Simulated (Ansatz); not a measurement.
## A series in volume scale on BaSn5

Results calculated with Ansatz 0.2.0, not measured. Free energy against uniform scaling of the volume at fixed shape and fractions; periodic cell, basis, potentials, k mesh and filling as listed.

The cell before it is scaled or strained (space group P6/mmm, No. 191):
```
CELL_PARAMETERS angstrom
5.38730 0.00000 0.00000
-2.69370 4.66560 0.00000
0.00000 0.00000 7.31310
ATOMIC_POSITIONS crystal
Ba 0.00000 0.00000 0.50000
Sn 0.66667 0.33333 0.79599
Sn 0.00000 0.00000 0.00000
Sn 0.66667 0.33333 0.20401
Sn 0.33333 0.66667 0.20401
Sn 0.33333 0.66667 0.79599
```

Settings of every row: functional PBEsol; dispersion none; potentials PAW; wave cutoff 450 eV; density cutoff 1800 eV; k mesh 6x6x4; k shift 0x0x0; occupations cold; smearing width 0.1 eV; spin none.

Limits: coarse k mesh, up to 40 meV an atom off; no spin-orbit coupling, which can matter with elements this heavy; the cell comes from a prototype or a list of computed structures and needn't be the stable phase.

```csv
row,volume scale,V (Å³/atom),energy above lowest point (meV/atom)
1,0.88,26.959,36.1
2,0.92,28.185,8.3
3,0.96,29.41,0
4,1,30.636,7.1
5,1.04,31.861,26.4
6,1.08,33.087,55.4
7,1.12,34.312,?
```

Question: what energy above lowest point should row 7 give?

Worked fit of energy above lowest point. Take u = (V_r/V)^(2/3) − 1 with V_r = 30.023 Å³ an atom, which is twice the finite (Eulerian) strain; such expansions in the strain, on which the Birch-Murnaghan equation of state is built, carry the rest volume and the bulk modulus. The shown rows have u = 0.0744, 0.04302, 0.01385, -0.01338, -0.03884, -0.06273. Least squares give energy above lowest point = 1.84 − 265.8 × u + 9551 × u² + 2837 × u³ meV/atom; a parabola predicts inner rows, each left out in turn, worse (root mean square 0.3 against 0.0095 meV/atom). All shown rows lie on it to the printed digit. Its lowest point lies at u = 0.0138, or V = 29.41 Å³ an atom, and the curvature there gives the bulk modulus at fixed shape and fractions, B = (4/9)(1 + u)² E″(u)/V = 48.1 GPa. Letting shape and atoms relax would as a rule lower it, by much in layered, chain or molecular crystals. The withheld row has u = -0.08517, so the fit gives 1.84 − 265.8 × (-0.08517) + 9551 × (-0.08517)² + 2837 × (-0.08517)³ = 92.0 meV/atom.

The calculation gave 92 meV/atom. The fit meets it to the printed digit. This row lies beyond the range of the fit.
